## Appendix: Scaling of the Fermi energy and the leading recoil term, muonium 2S

**Conventions.** The electron has mass $m$; its partner is a point Dirac particle of mass $M$ and charge $Ze$ (muonium: $Z=1$). Also $x=m/M$, $m_r=m/(1+x)$, and $\nu$ is the triplet minus singlet frequency. Inputs: $M/m\approx206.76828$, $a_e\approx1.15965\times10^{-3}$, $a_\mu\approx1.16592\times10^{-3}$.

**Dimensional analysis.** Up to the scale $mc^2/h$, $\nu$ depends on $\alpha$, $Z\alpha$, $x$ and $n$. For $g=2$ the contact term is $\frac{2\mu_0}{3}\frac{Ze^2}{mM}\mathbf S\cdot\mathbf I\,\delta^3(\mathbf r)$, and $\mathbf S\cdot\mathbf I$ splits by $\hbar^2$. With $|\psi_n(0)|^2=(Z\alpha m_rc/\hbar)^3/\pi n^3$,
$$\nu_F=\frac{8(Z\alpha)^4m_r^3c^2}{3hmMn^3}=\frac{16}{3}Z^4\alpha^2cR_\infty\frac{x}{(1+x)^3n^3}.$$
This gives 4453.84 MHz (1S) and 556.730 MHz (2S), without anomalous moments.

**Hard exchange.** For $k\gg Z\alpha m_rc/n$ both particles may be taken at rest. Let $k$ be the Euclidean loop momentum, $k_0=k\cos\theta$. The spin-spin part of ladder plus crossed graphs carries $k^2-\mathbf k^2/3\propto2+\cos^2\theta$ and shifts $\nu_F$ by the fraction
$$\delta=\frac{8Z\alpha mMc^2}{\pi^2}\!\int_0^\infty\!\!dk\!\int_0^\pi\!\!\frac{k\sin^2\theta\,(2+\cos^2\theta)\,d\theta}{(k^2+4m^2c^2\cos^2\theta)(k^2+4M^2c^2\cos^2\theta)}-\frac{8Z\alpha m_rc}{\pi}\!\int_0^\infty\!\frac{dk}{k^2}.$$
The subtraction is twice the $k^{-4}$ momentum tail of $\psi_n$ relative to $\psi_n(0)$, already counted in $\nu_F$. The cusp makes it independent of $n$, and matching to it at small $k$ fixes the prefactor. Partial fractions and the angular integral give
$$\delta=\frac{2Z\alpha}{\pi}\frac{mM}{M^2-m^2}\int_0^\infty\!\frac{dk}{k}\Big[f\big(\tfrac{k}{2Mc}\big)-f\big(\tfrac{k}{2mc}\big)\Big],$$
$$f(s)=\tfrac12+(2-s^2)\Big(\tfrac{\sqrt{1+s^2}}{s}-1\Big)-\tfrac2s .$$
Since $f(0)=-3/2$ and $f(\infty)=0$, Frullani's integral equals $-\tfrac32\ln(M/m)$, collected over $mc\lesssim k\lesssim Mc$:
$$\delta=-\frac{3Z\alpha}{\pi}L,\qquad L=\frac{mM}{M^2-m^2}\ln\frac Mm=\frac{t}{2\sinh t},\qquad t=\ln\frac Mm .$$
$\delta$ multiplies $\nu_F$ without $1+a_\mu$; radiative insertions in the loop are of higher order.

**Mass ratio.** At fixed $m$, $\nu_F\propto x(1-3x)$ for $x\ll1$ and $x^{-2}(1-3/x)$ for $x\gg1$, with the maximum $4/27$ at $x=1/2$. $L$ is even in $t$. For $x\ll1$, $L=x\ln(1/x)(1+x^2+\dots)$, within 1 % without the bracket for $x<0.1$. Near equal masses $L=\tfrac12(1-t^2/6)$, so $\delta\to-3Z\alpha/2\pi=-3.48\times10^{-3}$ at $Z=1$; in positronium this is the exchange part only, as annihilation adds $\tfrac34\nu_F$. Muonium has $t=5.33$, $L=0.02579$, $\delta=-1.797\times10^{-4}$, only 1.2 % of the reduced-mass shift $3x=0.0145$. At $Z=1$, $|\delta|$ overtakes $a_e\approx\alpha/2\pi$ at $L=1/6$, $x=0.0585$.

**Coupling and $n$.** For $M\to\infty$, Dirac-Coulomb functions multiply $\nu_F$ by
$$A_n=\frac{n^3[2(\gamma+n-1)+N]}{N^4\gamma(4\gamma^2-1)},\quad\gamma=\sqrt{1-(Z\alpha)^2},\quad N^2=n^2-2(n-1)(1-\gamma).$$
For small $Z\alpha$, $A_n=1+b_n(Z\alpha)^2$ with $b_n=(11n^2+9n-11)/6n^2$: $b_1=3/2$, $b_2=17/8$, $b_\infty=11/6$. At strong coupling $A_n$ diverges as $Z\alpha\to\sqrt3/2$, where the point-dipole integral fails at the origin. This Breit term is quadratic in $Z\alpha$ and $\delta$ linear. In 2S they are equal in size at $Z\alpha=24L/17\pi=0.0116$ for the muon mass, or at $x=2.8\times10^{-3}$ for $Z=1$. Muonium lies just on the recoil side, so the Breit term must be kept, as must the $n$-independent radiative binding term $\alpha(Z\alpha)(\ln2-\tfrac52)$, quoted from the literature.

**Numbers for 2S**, with $\nu'=\nu_F(1+a_\mu)$:

| Term | MHz |
|---|---|
| $\nu_F$ | 556.730 |
| $a_\mu\nu_F$ | 0.6491 |
| $a_e\nu'$ | 0.6464 |
| $\tfrac{17}{8}\alpha^2\nu'$ | 0.0631 |
| $\alpha^2(\ln2-\tfrac52)\nu'$ | −0.0536 |
| $\delta\,\nu_F$ | −0.1000 |
| Sum | 557.93 |

The two $\alpha^2$ terms nearly cancel, leaving 0.0094 MHz. The largest omitted logarithm, $-\frac{2\alpha^3}{3\pi}\ln^2\alpha^{-2}=-8\times10^{-6}$ or $-4$ kHz, limits the sum to five figures. The recoil shift is $1/8$ of the 1S value, $-0.800$ MHz, so it cancels with every other $n^{-3}$ term in $8\nu_{2S}-\nu_{1S}$. That difference starts at $(b_2-b_1)\alpha^2\,8\nu'=\tfrac58\alpha^2\,8\nu'=0.15$ MHz.